Margin comments on many-body polarisation by twisted boundary conditions: the assumption of a unique gapped ground state, tested on the charge-ordered t–V ring

[1] Conventions. The ring has L = 2N sites of spacing a and holds N spinless fermions of charge −e:

H(θ) = −Σ_j t_j (e^(−iθ/L) c†_(j+1) c_j + h.c.) + V Σ_j n_j n_(j+1) + h Σ_j (−1)^j n_j,

with t_j = t(1+δ) for odd j and t(1−δ) for even j. The ordered phase at h = δ = 0 is V > 2t. With X = Σ_j j n_j and U = exp(−2πi X/L), H(2π) = U H(0) U†. Fix the phase of the ground state by Φ(2π) = UΦ(0). Then γ = ∫_0^(2π) i⟨Φ|∂_θΦ⟩ dθ equals 2πX/L for localised particles, and the electronic dipole per length is P = −(e/2π)γ modulo e (Ortiz and Martin, 1994); for a wire, divide by the cross-section. The sign belongs to this sign of the twist. The bond-averaged particle current is ∂_θH/ħ. At fixed θ a slow change dλ carries F dλ particles through a bond, besides the persistent current ∂_θE0/ħ, where

F = ∂_λA_θ − ∂_θA_λ, A_μ = i⟨Φ|∂_μΦ⟩.

The θ average of F is ∂_λγ/2π.

[2] Where uniqueness enters. Three times. First, Φ(2π) ∝ UΦ(0) needs the state followed in θ to return to itself. Second, F = i⟨Φ|∂_λH G² ∂_θH − ∂_θH G² ∂_λH|Φ⟩, with G the inverse of H − E0 off the ground state, needs a gap. Third, the argument of Niu and Thouless (1984) that F depends on θ only through processes winding the ring, of size exp(−L/ξ), takes the prefactor from G to stay bounded. Then one twist equals the average, and a closed cycle pumps an integer. The ordered chain has two low states, A (odd sites filled) and B (even sites filled). Uniqueness rests only on the pinning h, which sets E_A = −b, E_B = +b, b = Nh. The nearest pole of G is at 2b, not near V.

[3] The pinned answer. Put x = t/V ≪ 1 and b ≪ V. At δ = 0, inversion about site L maps A to A and γ to −γ, so γ keeps its atomic value: X_A = N² gives γ_A = πN, and γ_B = γ_A + π. Take λ = δ. Each particle of A hops virtually right with amplitude x(1+δ)e^(−iθ/L) and left with x(1−δ)e^(iθ/L), so A_θ = (N/L)x²[(1+δ)² − (1−δ)²] = 2x²δ and

F_bulk = 2x²,

free of θ and L, with relative corrections of order x² and h/V. State B gives −2x².

[4] Tunnelling amplitude. A becomes B at order N in t when all particles hop once, all right or all left. Label each particle shifted or not. Every contiguous block of shifted particles costs V, and no hop is blocked. At order t^N this is the Ising ring (V/4)Σ(1 − σz σz) − tΣσx of N spins, whose two lowest levels are split by 2τ. Its Jordan–Wigner modes have ε(k) = (V/2)|1 − g e^(ik)|, g = 4x, and for g < 1 the two levels are −½Σε over k = 2πm/N and k = 2π(m+½)/N. The sums differ by 4Nε_N, with ε_N the N-th Fourier coefficient, to leading order (V/2)·binom(½,N)(−g)^N. So 2τ = −2Nε_N and

τ = V x^N C(2N−2, N−1).

Rightward paths use odd bonds only, leftward paths even bonds only, and the leftward path carries one fermion past N−1 others, giving s = (−1)^(N−1):

T = ⟨B|H_eff|A⟩ = −τ[(1+δ)^N e^(−iθ/2) + s(1−δ)^N e^(iθ/2)].

[5] First correction. For τ ≪ b the lower state is A + cB with c = −T/2b. To second order A_μ = −Im(c*∂_μc). With τ± = τ(1±δ)^N,

A_θ = (τ+² − τ−²)/8b², A_δ = sNτ² sinθ/2b² at δ = 0.

At δ = 0, ∂_δA_θ = Nτ²/2b² and ∂_θA_δ = sNτ² cosθ/2b², so

F_tun(θ) = (Nτ²/2b²)(1 − s cosθ).

Define φ by cosφ = s cosθ. The two-level problem solved without expanding in τ/b gives

F_tun = Nτ² b sin²(φ/2) / [b² + 4τ²cos²(φ/2)]^(3/2).

Overlap terms between the dressed A and B are smaller by b/V.

[6] Reading it. The correction has a θ-dependent part and an equal θ-independent part, F̄ = Nτ²/2b². Averaging over θ removes only the first, so ∂γ/∂δ itself carries the finite-size shift 2πF̄. A single twist with s cosθ = +1 (periodic for odd N, antiperiodic for even N) cancels the term; the opposite choice doubles it. At the good twist what remains is the weight |c|² of B with its opposite bulk response, a relative change −2|c|² = −2τ²/b². For large N, C(2N−2,N−1)² ≈ 16^(N−1)/π(N−1), so

F̄ ≈ (V/h)² exp(−La/ξ) / [32πN(N−1)], ξ = a/ln(V/4t).

The exponential of the theorem is there. The prefactor is not bounded as h → 0.

[7] Size. Take as model inputs t = 0.1 eV, V = 1.0 eV, h = 1 meV, a = 4 Å. Then F_bulk = 0.02, that is ∂P/∂δ ≈ −0.02 e, and ξ ≈ 1.1a ≈ 4 Å. The ratio is F̄/F_bulk = τ²/(4Nh²x²). Entries are leading order in x, each computed from the unrounded formula:

L | length (nm) | C(2N−2,N−1) | τ (meV) | F̄ | F̄/F_bulk
10 | 4.0 | 70 | 0.7 | 0.05 | 2
12 | 4.8 | 252 | 0.3 | 0.005 | 0.3
16 | 6.4 | 3432 | 0.03 | 7×10⁻⁵ | 4×10⁻³
20 | 8.0 | 48620 | 0.005 | 1×10⁻⁶ | 6×10⁻⁵

At L = 12 the bare exponential (4x)^L is 2×10⁻⁵, the prefactor is 3×10², and F swings between about F_bulk and F_bulk + 2F̄ along θ; the residue at the good twist is 0.4 %. A ring of some ten correlation lengths is thus not yet converged. Since F̄ ∝ 1/h² while τ² falls by about (4x)² = 0.16 per two sites, weaker pinning costs only logarithmically more length.

[8] How good is τ? At h = δ = φ = 0 the doublet splitting should be 4τ. For L = 4 the exact value is √(V²/4 + 8t²) − V/2 = 74.5 meV against 4τ = 80 meV, a ratio 0.93. For L = 6 the two levels are the lowest roots of the tridiagonal matrices with diagonal (0, V∓2t, 2V) and off-diagonal (−√6 t, −√2 t), split by 21.3 meV against 24 meV, a ratio 0.89. The leading order is too large by about 4 % per particle in both. If that rate persists, the last two columns are too large by exp(2·0.04·N), about 1.6 at L = 12 and 2 at L = 20, hence one figure only. Temperature also competes: at L = 12 the gap 2b = 12 meV is 139 K, and thermal weight of B scales F_bulk by tanh(b/k_BT), a loss of 2 % at 30 K.

[9] Pinning removed. For b ≪ τ the curvature collapses onto φ = π with width b/τ, and its average tends to Nτ/πb. At h = δ = 0 the smooth branches ∓2τcos(φ/2) are (A ± ηB)/√2 with η² = s: η = 1, φ = θ for odd N and η = −i, φ = θ − π for even N. Translation by one site takes A to B and B to sA, so these are momentum states, with momenta differing by π/a. U shifts the momentum by 2πN/La = π/a, so the branches cross at φ = π and the twist exchanges them. A state closes only after 4π, and since U² acts on A and B alike, γ(4π) = 2γ_A = 2γ_B modulo 2π. Half of it is fixed modulo π, so P is fixed modulo e/2 and no longer tells A from B. For pumping, what remains quantised is the curvature traced over the doublet, as long as the doublet stays separated from higher states: its integral over θ and the cycle is 2πp with p an integer. The twist permutes the momentum states; a cycle that slides the order by one site permutes A and B. Two such cycles close the path and carry p particles, p/2 per cycle on average, the case q = 2 of p/q for q states.